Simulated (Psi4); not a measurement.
# ZrHSeF3 (SMILES [F][Zr]([F])([F])[SeH]): the dipole moment, rung by rung

ZrHSeF3: 6 atoms, total charge 0, spin state singlet. SMILES: `[F][Zr]([F])([F])[SeH]`. Geometry: optimised at PBE0/def2-TZVP.

Each level gives the dipole moment (D). The values are calculated.

```
                                                 level                    kind  program  value (D)
   PBE-D4/def2-TZVPP (density fitting, core potential)                     GGA     Psi4       0.57
r2SCAN-D4/def2-TZVPP (density fitting, core potential)                meta-GGA     Psi4       0.61
 B3LYP-D4/def2-TZVPP (density fitting, core potential)           global hybrid     Psi4       0.60
  PBE0-D4/def2-TZVPP (density fitting, core potential)           global hybrid     Psi4       0.63
  wB97M-V/def2-TZVPP (density fitting, core potential)  range-separated hybrid     Psi4       0.56
```

The values span 0.56 to 0.63 D. Magnitudes only: a small dipole may point the other way at some levels.

The dipole moment is small and depends little on the functional, running from 0.56 to 0.63 D. A small total does not mean weakly polar bonds. In a formally d⁰ Zr(IV) centre with four ligands in a roughly tetrahedral arrangement, the strongly polar Zr–F bonds largely oppose the Zr–SeH contribution. Selenium is much less electronegative than fluorine and draws less charge from the metal, but the longer Zr–Se bond separates that charge over a greater distance, which probably helps the cancellation. The bent SeH group and the selenium lone pairs add a contribution of their own off the Zr–Se axis.

Exact exchange gives no consistent trend: the moment rises from PBE to PBE0, yet the range-separated hybrid gives the lowest value of all. Because the geometry is common to all levels, the spread reflects changes in the electron density alone, and slight shifts in the balance between opposing contributions would suffice to produce it. The close agreement does not by itself establish the accuracy of the moment, since the functionals could share an error.
